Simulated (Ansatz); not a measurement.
**Loss of H2O: how K changes with temperature for BH(CH3)2(OH2) ⇌ BH(CH3)2 + H2O**

Species: BH(CH3)2(OH2), singlet; BH(CH3)2, singlet; H2O (water) `O`, singlet. This is a balance of energies; it says nothing on the path, which may need atoms to shift.

The electronic reaction energy at CCSD(T)/CBS estimate is +28.1 kJ/mol. Shapes: PBE0-D4/def2-TZVP. Flexible molecules stand in one conformer, not always the lowest. Programs: Ansatz 0.2.0. Enthalpy and entropy come from rigid-rotor, harmonic-oscillator sums on unscaled PBE0-D4/def2-TZVP wavenumbers, ideal gases at 1 bar; R ln 2 is added for the mirror twin of the chiral shape of BH(CH3)2(OH2). Symmetry numbers: BH(CH3)2(OH2) 1, BH(CH3)2 2, H2O 2. R = 8.3145 J/(mol K).

| T (K) | ΔH (kJ/mol) | ΔS (J/(mol K)) |
| --- | --- | --- |
| 800 | +13.0 | +132.8 |
| 1100 | ? | ? |
| 1400 | +4.3 | +124.6 |

Question: Work out ln K at 800 and 1400 K, and from these estimate it at 1100 K.

Answer: 
1. 800 K: ΔG = +13.0 − 800 × (+132.8)/1000 = -93.2 kJ/mol; ln K = −ΔG/RT = +14.01.
2. 1400 K: ΔG = +4.3 − 1400 × (+124.6)/1000 = -170.1 kJ/mol; ln K = −ΔG/RT = +14.61.
3. Slope against 1000/T: (+14.61 − (+14.01))/(0.7143 − 1.2500) = -1.12, that is −ΔH/R with ΔH near +9 kJ/mol.
4. 1100 K: ln K = +14.01 + (-1.12) × (0.9091 − 1.2500) = +14.39.

The full sums give ΔH = +8.8 kJ/mol, ΔS = +128.3 J/(mol K), ΔG = -132.3 kJ/mol and ln K = +14.47 at 1100 K, so the line is off by -0.08 in ln K; without rounding the miss is -0.07, from the change of ΔH with temperature. The products are favoured over this whole range. The number of molecules rises, which sets the sign of ΔS, and lower pressure favours the products. An error of 10 kJ/mol in the energy moves ln K by 1.1 at 1100 K. Soft modes are treated as harmonic, which can err either way at these temperatures; the lowest are those of BH(CH3)2(OH2) (85 cm⁻¹), BH(CH3)2 (94 cm⁻¹). Other conformers aren't counted. The CBS estimate extrapolates MP2 from def2-TZVPP and def2-QZVPP and adds CCSD(T) − MP2 in the triple-zeta set, cores frozen.

Water is only weakly held by dimethylborane: the electronic cost of separation is +28.1 kJ/mol, and the large positive ln K comes almost wholly from the entropy of freeing a second molecule. Donation from the oxygen lone pair into the empty boron p orbital must pay for pyramidalising the planar borane and for losing hyperconjugation from the methyl groups, which probably explains the shallow binding.

Because dissociation remains endothermic, ln K rises with temperature, but only slightly. ΔH falls from +13.0 to +4.3 kJ/mol as the adduct's intermolecular vibrations become free translations and rotations, which store less heat once those vibrations are classically excited. The same loss of heat capacity lowers ΔS and bends the van 't Hoff plot, so the straight line between the end points runs below the full result at 1100 K.

Favourable water loss doesn't make the free borane the final product, since the hydridic B–H bond and the acidified O–H bond of the adduct also offer a route to dimethylborinic acid and hydrogen.
